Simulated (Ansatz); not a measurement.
# A series in volume scale on Ni

Plane-wave DFT, scalar-relativistic PAW made under PBE with cores redone for the functional, no dispersion; the given relaxed cell is scaled uniformly, energy at zero smearing counts from the unscaled cell, pressure at the given Fermi-Dirac smearing is positive in compression. The results are calculated, by Ansatz 0.2.0.

The cell before it is scaled or strained (space group Fm-3m, No. 225):
```
cell vectors (Å)
   0.0000     1.7381     1.7381
   1.7381     0.0000     1.7381
   1.7381     1.7381     0.0000
atoms (fractions of the cell vectors)
Ni  0.00000  0.00000  0.00000
```

Settings of every row: spin polarised yes; functional r2SCAN; wave cutoff 500 eV; smearing width 0.05 eV; k mesh 25x25x25.

Atom:
| element | starting moment (Bohr magneton) |
| --- | --- |
| Ni | 0.81 |

Limits: with one magnetic atom in the cell only parallel moments are possible.

| row | volume scale | V (Å³/atom) | energy change per atom (meV) | pressure (GPa) | largest site moment (Bohr magneton) |
| --- | --- | --- | --- | --- | --- |
| 1 | 0.88 | 9.241 | 136.71 | 38.76 | 0.73 |
| 2 | 0.92 | 9.661 | ? | ? | ? |
| 3 | 0.96 | 10.082 | 13.6 | 10.41 | 0.79 |
| 4 | 1.04 | 10.922 | 9.87 | -7.51 | 0.82 |
| 5 | 1.08 | 11.342 | 38.29 | -13.75 | 0.84 |
| 6 | 1.12 | 11.762 | 81.25 | -18.62 | 0.85 |

Question: what energy change per atom and pressure should row 2 give?

Worked fit of energy change per atom. Take u = (V_r/V)^(2/3) − 1 with V_r = 10.922 Å³ an atom, which is twice the finite (Eulerian) strain; such expansions in the strain, on which the Birch-Murnaghan equation of state is built, carry the rest volume and the bulk modulus. The shown rows have u = 0.11786, 0.0548, 0, -0.02484, -0.0482. Least squares give energy change per atom = 9.213 − 757.432 × u + 15584.77 × u² meV; a straight line predicts inner rows, each left out in turn, worse (root mean square 52 against 1.5 meV). The rows lie off it by 0.28, -0.91, 0.66, 0.65, -0.68 (root mean square 0.67 meV). The withheld row has u = 0.08523, so the fit gives 9.213 − 757.432 × (0.08523) + 15584.77 × (0.08523)² = 57.87 meV.

The calculation gave 56.74 meV. The fit lies 1.13 meV (2 % of the value, 0.89 % of the column's range) above it; its largest miss of a shown row is 0.91 meV.

Worked fit of pressure. Take u = (V_r/V)^(2/3) − 1 with V_r = 10.922 Å³ an atom, which is twice the finite (Eulerian) strain; such expansions in the strain, on which the Birch-Murnaghan equation of state is built, carry the rest volume and the bulk modulus. The shown rows have u = 0.11786, 0.0548, 0, -0.02484, -0.0482. Least squares give pressure = −7.584 + 275.533 × u + 996.31 × u² GPa; a straight line predicts inner rows, each left out in turn, worse (root mean square 3.3 against 0.16 GPa). The rows lie off it by 0.03, -0.10, 0.07, 0.06, -0.07 (root mean square 0.07 GPa). The pressure vanishes at u = 0.0252, or V = 10.52 Å³ an atom, and there the bulk modulus at fixed shape and fractions is B = −V dP/dV = (2/3)(1 + u) dP/du = 223 GPa. The withheld row has u = 0.08523, so the fit gives −7.584 + 275.533 × (0.08523) + 996.31 × (0.08523)² = 23.14 GPa.

The calculation gave 22.96 GPa. The fit lies 0.18 GPa (0.31 % of the column's range) above it; its largest miss of a shown row is 0.10 GPa.

The other values of row 2: largest site moment 0.76 Bohr magneton.
